\section*{Murnaghan pressure term and its heat capacity artefact: MgO to 50 GPa}

\subsection*{Result}

A CALPHAD description of a condensed phase at high pressure writes the molar Gibbs energy as $G(T,P)=G_0(T)+G_P(T,P)$, where $G_0$ is the assessed zero-pressure function and $G_P(T,0)=0$. The usual reference pressure of $10^5$ Pa is treated as zero. A dot denotes $\mathrm{d}/\mathrm{d}T$, $V$ is the molar volume, $K=-V(\partial P/\partial V)_T$ the isothermal bulk modulus, $\alpha=V^{-1}(\partial V/\partial T)_P$ the volume expansivity, and the subscript 0 marks $P=0$. All molar quantities are per mole of MgO formula units, that is two moles of atoms.

If $K=K_0(T)+nP$ with a constant $n>1$ (Murnaghan, 1944), and $x=P/K_0$, $u=1+nx$, then
\begin{equation}\label{eq:V}
V=V_0\,v,\qquad v=u^{-1/n},
\end{equation}
\begin{equation}\label{eq:G}
G_P=V_0K_0\,f,\qquad f=\frac{u^{1-1/n}-1}{n-1},
\end{equation}
\begin{equation}\label{eq:alpha}
\alpha=\alpha_0\left(1-\frac{\delta\,x}{u}\right),\qquad \delta=-\frac{\dot K_0}{\alpha_0K_0},
\end{equation}
where $\delta$ is the Anderson--Gr\"uneisen parameter at $P=0$. With $g=f-xv$ and $h=x^2v/u$, the changes of entropy and heat capacity on isothermal compression from 0 to $P$ are
\begin{equation}\label{eq:S}
\Delta S=-V_0\left[\alpha_0K_0f+\dot K_0\,g\right],
\end{equation}
\begin{equation}\label{eq:Cp}
\Delta C_P=-TV_0\left[(\alpha_0^2+\dot\alpha_0)K_0f+2\alpha_0\dot K_0\,g+\ddot K_0\,g-\frac{\dot K_0^2}{K_0}\,h\right].
\end{equation}
The functions $f$, $g$ and $h$ are positive for $P>0$. The expansivity changes sign at $P^*=K_0/(\delta-n)$ if $\delta>n$ and never otherwise. At large pressure $\Delta C_P$ grows without bound as $P^{1-1/n}$, with the sign of $-\ddot W$, where $W(T)=V_0K_0^{1/n}$. Nothing in separate fits of $V_0(T)$, $K_0(T)$ and $G_0(T)$ controls $\delta-n$ or $\ddot W$, so $C_P$ can turn negative or become far too large.

\subsection*{Problem}

\paragraph{Data.} The elastic constants $C_{11}=306$ GPa and $C_{12}=95$ GPa and the Debye temperature $\theta=945$ K of rock-salt MgO are compiled measured values (R{\aa}sander 2015, temperature not stated). The modulus $K_r=(C_{11}+2C_{12})/3$ is used as $K_0$ at $T_r=300$ K and below. The other inputs are typical or approximate: $V_0(T_r)=11.25\times10^{-6}$ m$^3$\,mol$^{-1}$, $n=4.0$, Gr\"uneisen parameter $\gamma=1.5$ at $P=0$ and proportional to $V$, and $C_{P,0}(3000~\mathrm{K})=60$ J\,mol$^{-1}$K$^{-1}$. Above $T_r$ the expansivity is
\begin{equation}\label{eq:a0}
\alpha_0=a_0+a_1T-a_2T^{-2},
\end{equation}
with $a_0=3.7\times10^{-5}$ K$^{-1}$, $a_1=7.5\times10^{-9}$ K$^{-2}$, $a_2=0.75$ K. These coefficients were chosen to follow the typical expansion of MgO; they give $3.09\times10^{-5}$ K$^{-1}$ at 300 K and $5.03\times10^{-5}$ K$^{-1}$ at 1800 K. Two forms for the modulus are compared. Fit A is linear in the modulus, $K_0=K_r-b\,(T-T_r)$, with the typical slope $b=0.030$ GPa\,K$^{-1}$. Fit B is linear in the compressibility, $1/K_0=1/K_r+c\,(T-T_r)$, and coincides with A at 300 K and at 1800 K.

\paragraph{Questions.}
\begin{enumerate}
\item[(a)] Prove Eqs.~(\ref{eq:V})--(\ref{eq:Cp}) and the statements that follow them.
\item[(b)] For both fits find $V$, $G_P$, $\Delta S$, $\alpha$ and $C_P$ at 3000 K and 50 GPa, and test the results through the implied change of $C_V$.
\item[(c)] At low temperature let $C_{P,0}$ be the Debye function, let $\dot V_0=\gamma C_{P,0}/K_0$ and let $K_0=K_r$ be constant. Find $C_P$ at 50 K and 50 GPa, the pressure at which it vanishes, and the temperature below which it is negative at 50 GPa.
\item[(d)] Repeat the 50 K calculation with the $K_0(T)$ that a quasi-harmonic Debye solid has at $P=0$, and compare with that solid.
\end{enumerate}

\subsection*{Solution}

\subsubsection*{(a) Proof}

At fixed $T$ the definition of $K$ gives $\mathrm{d}\ln V=-\mathrm{d}P/(K_0+nP)$, and integration from $P=0$ gives $\ln(V/V_0)=-(1/n)\ln(1+nP/K_0)$, which is Eq.~(\ref{eq:V}). Since $(\partial G/\partial P)_T=V$,
\begin{equation}
G_P=V_0K_0\int_0^{x}(1+ns)^{-1/n}\,\mathrm{d}s=V_0K_0\,\frac{u^{1-1/n}-1}{n\,(1-1/n)},
\end{equation}
which is Eq.~(\ref{eq:G}). It follows that $\mathrm{d}f/\mathrm{d}x=v$ and $\mathrm{d}v/\mathrm{d}x=-v/u$. At fixed $P$, $\partial x/\partial T=-x\dot K_0/K_0$, so
\begin{equation}
\alpha=\alpha_0-\frac{1}{u}\,\frac{\partial x}{\partial T}=\alpha_0+\frac{x}{u}\,\frac{\dot K_0}{K_0},
\end{equation}
which is Eq.~(\ref{eq:alpha}). The factor $x/u$ rises monotonically from 0 to $1/n$, so $\alpha=0$ requires $\delta x=1+nx$, or $x=1/(\delta-n)$, and this is positive only for $\delta>n$.

For the thermal functions use $S=-(\partial G/\partial T)_P$ and $C_P=-T(\partial^2G/\partial T^2)_P$. Applied to $G_P=\int_0^PV\,\mathrm{d}P'$, the second relation gives
\begin{equation}\label{eq:int}
C_P(T,P)=C_{P,0}(T)-T\int_0^P\left(\frac{\partial^2V}{\partial T^2}\right)_{P'}\mathrm{d}P' .
\end{equation}
The product $K_0f$ depends on $T$ only through $K_0$. At fixed $P$, $\partial x/\partial K_0=-x/K_0$, hence
\begin{equation}
\frac{\partial(K_0f)}{\partial K_0}=f-xv=g,\qquad \frac{\mathrm{d}g}{\mathrm{d}x}=\frac{xv}{u},\qquad \frac{\partial g}{\partial K_0}=-\frac{h}{K_0}.
\end{equation}
Because $g(0)=0$ and $\mathrm{d}g/\mathrm{d}x>0$, $g$ is positive. One derivative of $V_0\cdot K_0f$ with $\dot V_0=\alpha_0V_0$ gives Eq.~(\ref{eq:S}). The second derivative is $\ddot V_0K_0f+2\dot V_0\dot K_0g+V_0\ddot K_0g-V_0\dot K_0^2h/K_0$, and $\ddot V_0=(\alpha_0^2+\dot\alpha_0)V_0$ turns it into Eq.~(\ref{eq:Cp}).

Equation~(\ref{eq:V}) can be written $V=W(T)\,(K_0+nP)^{-1/n}$. For $nP\gg K_0$ the bracket loses its temperature dependence, so that
\begin{equation}\label{eq:asym}
G_P\to\frac{(nP)^{1-1/n}}{n-1}\,W,\qquad \alpha\to\frac{\dot W}{W}=\alpha_0\left(1-\frac{\delta}{n}\right),\qquad \Delta C_P\to-\frac{(nP)^{1-1/n}}{n-1}\,T\,\ddot W .
\end{equation}
Hence $C_P$ eventually turns negative if $\ddot W>0$ and grows without bound if $\ddot W<0$. A stable phase needs $C_V=C_P-TV\alpha^2K>0$, and lattice vibrations keep $C_V$ close to or below $6R$ per mole of MgO. The subtracted term diverges at the same rate as $\Delta C_P$, $TV\alpha^2K\to(nP)^{1-1/n}\,T\dot W^2/W$, and with $W^n=K_0V_0^n$
\begin{equation}\label{eq:asymCV}
C_V\to-(nP)^{1-1/n}\,T\left[\frac{\ddot W}{n-1}+\frac{\dot W^2}{W}\right]=-\frac{(nP)^{1-1/n}\,T}{n(n-1)\,W^{n-1}}\,\frac{\mathrm{d}^2(K_0V_0^n)}{\mathrm{d}T^2}.
\end{equation}
One of the two bounds on $C_V$ is therefore eventually broken unless $\mathrm{d}^2(K_0V_0^n)/\mathrm{d}T^2=0$.

\subsubsection*{(b) High temperature}

Unrounded values are carried throughout, so sums of printed entries may differ in the last digit. The reference modulus is $K_r=(306+2\times95)/3~\mathrm{GPa}=165.3$ GPa. If the compiled constants are adiabatic, the isothermal modulus at 300 K is lower by the fraction $\alpha_0\gamma T=1.4\,\%$; this is neglected. Fit A gives $K_0(1800~\mathrm{K})=120.3$ GPa, so $c=(1/120.3-1/165.3)~\mathrm{GPa}^{-1}/1500~\mathrm{K}=1.508\times10^{-6}$ GPa$^{-1}$K$^{-1}$. The ratio $K_0^{A}/K_0^{B}-1$ is a parabola in $T$ with leading coefficient $-bc$ and zeros at 300 K and 1800 K, and its maximum is $bc\,(750~\mathrm{K})^2=2.5\,\%$. The two fits describe nearly the same zero-pressure modulus over that range.

Integration of Eq.~(\ref{eq:a0}) from 300 K to 3000 K gives
\begin{equation}
\ln\frac{V_0(T)}{V_0(T_r)}=a_0(T-T_r)+\frac{a_1}{2}(T^2-T_r^2)+a_2\left(\frac1T-\frac1{T_r}\right)=0.1311,
\end{equation}
so $V_0=12.83\times10^{-6}$ m$^3$\,mol$^{-1}$ and $TV_0=3.848\times10^{-2}$ m$^3$\,K\,mol$^{-1}$. Further, $\alpha_0=5.942\times10^{-5}$ K$^{-1}$, $\dot\alpha_0=a_1+2a_2T^{-3}=7.556\times10^{-9}$ K$^{-2}$ and $\alpha_0^2+\dot\alpha_0=1.109\times10^{-8}$ K$^{-2}$. For fit B, $\dot K_0=-cK_0^2$ and $\ddot K_0=2\dot K_0^2/K_0$. The model values at 3000 K and 50 GPa are:

\begin{center}
\begin{tabular}{lrr}
\hline
 & fit A & fit B\\
\hline
$K_0$ (GPa) & 84.33 & 98.82\\
$\dot K_0$ (GPa\,K$^{-1}$) & $-0.030$ & $-0.01472$\\
$\ddot K_0$ ($10^{-6}$ GPa\,K$^{-2}$) & 0 & 4.388\\
$\delta$ & 5.99 & 2.51\\
$x$ & 0.5929 & 0.5060\\
$u$ & 3.372 & 3.024\\
$v$ & 0.7380 & 0.7583\\
$f$ & 0.4960 & 0.4310\\
$g$ & 0.05850 & 0.04734\\
$h$ & 0.07694 & 0.06420\\
$V$ ($10^{-6}$ m$^3$\,mol$^{-1}$) & 9.465 & 9.726\\
$G_P$ (kJ\,mol$^{-1}$) & 536.5 & 546.3\\
$\Delta S$ (J\,mol$^{-1}$K$^{-1}$) & $-9.4$ & $-23.5$\\
$\alpha$ ($10^{-5}$ K$^{-1}$) & $-0.31$ & 3.45\\
\hline
\end{tabular}
\end{center}

The Gibbs energies differ by 9.8 kJ\,mol$^{-1}$, or $1.8\,\%$ of $G_P$, while the entropy changes differ by more than a factor of two. In fit A, $\delta>n$ and the expansivity vanishes at $P^*=84.33~\mathrm{GPa}/(5.99-4.0)=42$ GPa. This pressure is sensitive to $n$: for $n=4.2$ it moves to 47 GPa. In fit B, $\delta<n$ and $\alpha$ stays positive at all pressures.

The four terms of Eq.~(\ref{eq:Cp}) are evaluated in SI units. For fit A the first and the last are
\begin{align}
-(3.848\times10^{-2}\,\mathrm{m^3\,K\,mol^{-1}})(1.109\times10^{-8}\,\mathrm{K^{-2}})(84.33\times10^{9}\,\mathrm{Pa})(0.4960)&=-17.8~\mathrm{J\,mol^{-1}K^{-1}},\\
(3.848\times10^{-2}\,\mathrm{m^3\,K\,mol^{-1}})\,\frac{(3.0\times10^{7}\,\mathrm{Pa\,K^{-1}})^2\,(0.07694)}{84.33\times10^{9}\,\mathrm{Pa}}&=31.6~\mathrm{J\,mol^{-1}K^{-1}}.
\end{align}
With $D=TV\alpha^2K$ the implied change of the isochoric heat capacity is $\Delta C_V=\Delta C_P-D(P)+D(0)$, which does not depend on the input $C_{P,0}$. All entries below are in J\,mol$^{-1}$K$^{-1}$.

\begin{center}
\begin{tabular}{lrr}
\hline
 & fit A & fit B\\
\hline
$-TV_0(\alpha_0^2+\dot\alpha_0)K_0f$ & $-17.8$ & $-18.2$\\
$-2TV_0\alpha_0\dot K_0g$ & 8.0 & 3.2\\
$-TV_0\ddot K_0g$ & 0 & $-8.0$\\
$TV_0\dot K_0^2h/K_0$ & 31.6 & 5.4\\
$\Delta C_P$ & 21.8 & $-17.6$\\
$C_P$ & 82 & 42\\
$D(0)$ & 11.5 & 13.4\\
$D(50~\mathrm{GPa})$ & 0.1 & 10.4\\
$\Delta C_V$ & 33.2 & $-14.5$\\
\hline
\end{tabular}
\end{center}

For $T\gg\theta$ the Debye function is $C_V=6R\,[1-\theta^2/(20T^2)+\dots]$ with $6R=49.9$ J\,mol$^{-1}$K$^{-1}$. Even with $\theta$ raised to 1.5 times the compiled value the correction at 3000 K is only $0.56$ J\,mol$^{-1}$K$^{-1}$, so a quasi-harmonic solid has $|\Delta C_V|$ below that size. The fits imply changes of $66\,\%$ and $-29\,\%$ of $6R$. Intrinsic anharmonicity is absent from the Debye estimate, but it cannot account for two large shifts of opposite sign obtained for the same solid. In fit A the heat capacity rises under compression together with the loss of expansion, because the term in $\dot K_0^2$ dominates. In fit B it falls below $6R$. Neither fit makes $C_P$ negative at 3000 K within 50 GPa: solving $C_{P,0}+\Delta C_P=0$ for fit B gives about 190 GPa.

One neglected term rivals the effect in fit A. If $n$ depends on temperature, Eq.~(\ref{eq:alpha}) gains $\dot n\,\partial\ln v/\partial n=\dot n\,[\ln u/n^2-x/(nu)]$. The bracket is $0.032$ at 50 GPa, so an assumed $\dot n=10^{-4}$ K$^{-1}$ adds $0.32\times10^{-5}$ K$^{-1}$ and cancels the negative expansivity there. The sign of $\alpha$ near 50 GPa is thus set by a parameter that zero-pressure volumes and moduli do not determine.

\subsubsection*{(c) Low temperature, constant modulus}

With $\dot K_0=\ddot K_0=0$ only the first term of Eq.~(\ref{eq:Cp}) remains, and $\ddot V_0=\gamma\dot C_{P,0}/K_0$. Therefore
\begin{equation}\label{eq:low}
\frac{C_P}{C_{P,0}}=1-\gamma\,m\,f,\qquad m=\frac{\mathrm{d}\ln C_{P,0}}{\mathrm{d}\ln T}.
\end{equation}
With $y=\theta/T$ the Debye function for two moles of atoms and its logarithmic slope are
\begin{equation}\label{eq:debye}
C_{P,0}=\frac{18R}{y^3}\,J(y),\qquad J(y)=\int_0^y\frac{t^4e^t}{(e^t-1)^2}\,\mathrm{d}t,\qquad m=3-\frac{y^5e^y}{(e^y-1)^2J(y)},
\end{equation}
and $J(\infty)=4\pi^4/15$. At 50 K, $y=18.9$, the $T^3$ law holds and $m=3$ to better than $10^{-3}$. Then $C_{P,0}=(24\pi^4/5)R\,y^{-3}=0.576$ J\,mol$^{-1}$K$^{-1}$ and $\alpha_0=\gamma C_{P,0}/(V_0K_0)=4.6\times10^{-7}$ K$^{-1}$, where the small contraction below 300 K is ignored in $V_0$. The product $\alpha_0T=2.3\times10^{-5}$ shows that $C_P$ and $C_V$ need not be distinguished.

At 50 GPa, $x=50/165.3=0.3024$, $u=2.210$, $v=0.8202$, $f=0.2708$ and $g=0.02275$. Equation~(\ref{eq:low}) gives $C_P/C_{P,0}=1-4.5\times0.2708=-0.22$, so the model has $C_P=-0.13$ J\,mol$^{-1}$K$^{-1}$. The zero lies at $f=1/(3\gamma)$:
\begin{equation}
P_0=\frac{K_0}{n}\left[\left(1+\frac{n-1}{3\gamma}\right)^{n/(n-1)}-1\right]=\frac{165.3~\mathrm{GPa}}{4.0}\left[\left(\tfrac53\right)^{4/3}-1\right]=40~\mathrm{GPa}.
\end{equation}
In the $T^3$ range $S_0=C_{P,0}/3$ and Eq.~(\ref{eq:S}) gives $\Delta S=-\gamma C_{P,0}f$, so the entropy turns negative at the same pressure. At 50 GPa the condition $C_P<0$ reads $m>1/(\gamma f)=2.46$. The slope $m$ of Eq.~(\ref{eq:debye}) reaches this value at $y=7.7$, and the model's heat capacity is negative below 123 K.

The shape of the isotherm is not the cause. A second-order Birch--Murnaghan isotherm, $P=\tfrac32K_0(v^{-7/3}-v^{-5/3})$, which has the same $K_0$ and $n=4$ at $P=0$, gives 49 GPa at $v=0.8202$. The cause is visible in Eq.~(\ref{eq:alpha}): with $\delta=0$ the expansivity keeps its zero-pressure value at all pressures, and compression removes more entropy than the crystal had.

\subsubsection*{(d) Low temperature, consistent modulus}

Since $\alpha K=(\partial P/\partial T)_V$, one has $(\partial K/\partial T)_V=-V\,\partial(\alpha K)/\partial V$, and $(\partial K/\partial T)_P=(\partial K/\partial T)_V-\alpha Kn$. Hence
\begin{equation}
\delta=n+\left(\frac{\partial\ln(\alpha K)}{\partial\ln V}\right)_T .
\end{equation}
In a quasi-harmonic Debye solid $\alpha K=\gamma C_V/V$ and $\mathrm{d}\ln\theta/\mathrm{d}\ln V=-\gamma$. For $\gamma\propto V$ the ratio $\gamma/V$ is constant, and in the $T^3$ range $C_V\propto\theta^{-3}$, so $\delta=n+3\gamma=8.5$. The corresponding change of $K_0$ between 0 and 50 K is the fraction $\delta\int\alpha_0\,\mathrm{d}T=\delta\alpha_0T/4=4.9\times10^{-5}$, or $0.008$ GPa. Its curvature nevertheless matters: $\ddot K_0=-\delta K_0\dot\alpha_0$ up to relative corrections of order $\delta\alpha_0T$, the terms in $\alpha_0\dot K_0$ and $\dot K_0^2$ are of that same small order, and $T\dot\alpha_0=3\alpha_0$. Equation~(\ref{eq:Cp}) becomes
\begin{equation}\label{eq:low2}
\frac{C_P}{C_{P,0}}=1-3\gamma\,(f-\delta g).
\end{equation}
The quasi-harmonic solid itself, on the same cold isotherm, has $\theta(P)=\theta\exp[\gamma(1-v)]$ from integration of $\mathrm{d}\ln\theta=-\gamma\,\mathrm{d}v$, so that
\begin{equation}\label{eq:qh}
\frac{C_P}{C_{P,0}}=e^{-3\gamma(1-v)},\qquad \frac{\alpha}{\alpha_0}=\frac{e^{-3\gamma(1-v)}}{u}.
\end{equation}
Both are positive at any compression. At 50 K and 50 GPa the three descriptions give:

\begin{center}
\begin{tabular}{lrr}
\hline
 & $C_P/C_{P,0}$ & $\alpha/\alpha_0$\\
\hline
Murnaghan term, $\delta=0$ & $-0.22$ & 1\\
Murnaghan term, $\delta=8.5$ & 0.65 & $-0.16$\\
quasi-harmonic Debye solid & 0.45 & 0.20\\
\hline
\end{tabular}
\end{center}

A variation of $K_0$ by five parts in $10^5$ reverses the sign of $C_P$ at 50 GPa. Equations~(\ref{eq:low2}) and (\ref{eq:qh}) share the expansion $1-3\gamma x+\tfrac32\gamma(1+n+3\gamma)x^2$ and part at order $x^3$. The consistent $K_0(T)$ therefore repairs the initial behaviour only, and it moves the artefact to the expansivity, which now vanishes at $P^*=K_0/(3\gamma)=37$ GPa. With a constant $n$ the thermal part of the volume has only the two shapes in pressure that Eq.~(\ref{eq:alpha}) allows, and no value of $\delta$ reproduces the decay in Eq.~(\ref{eq:qh}).

\subsection*{Relation to the real solid and use}

All numbers above are the model's. As typical knowledge, MgO near 3000 K and 50 GPa has a positive expansivity of roughly $2\times10^{-5}$ K$^{-1}$ and a heat capacity a little above $6R$, so fit A misses $\alpha$ in sign and overshoots $C_P$ by about half, while fit B overshoots $\alpha$ by more than half and undershoots $C_P$; and between 50 K and 120 K the real zero-pressure heat capacity typically exceeds the Debye curve for 945 K by some tens of per cent up to nearly a factor of two, which alters the absolute values and the threshold temperature of part (c), while the ratios of the $T^3$ range do not contain $\theta$.

Three tests follow for any database that uses Eq.~(\ref{eq:G}). Compute $\delta(T)-n$ over the whole temperature range of use and keep $P$ well below $K_0/(\delta-n)$. Compute the implied $C_V$ along isotherms and compare it with the vibrational value. Below room temperature compare $\gamma mf$ with unity. A description that passes these tests by construction ties the pressure dependence of the thermal part of $G$ to the vibrational spectrum, for instance through $\theta(V)$ as in Eq.~(\ref{eq:qh}), and reserves the Murnaghan form for the cold compression curve.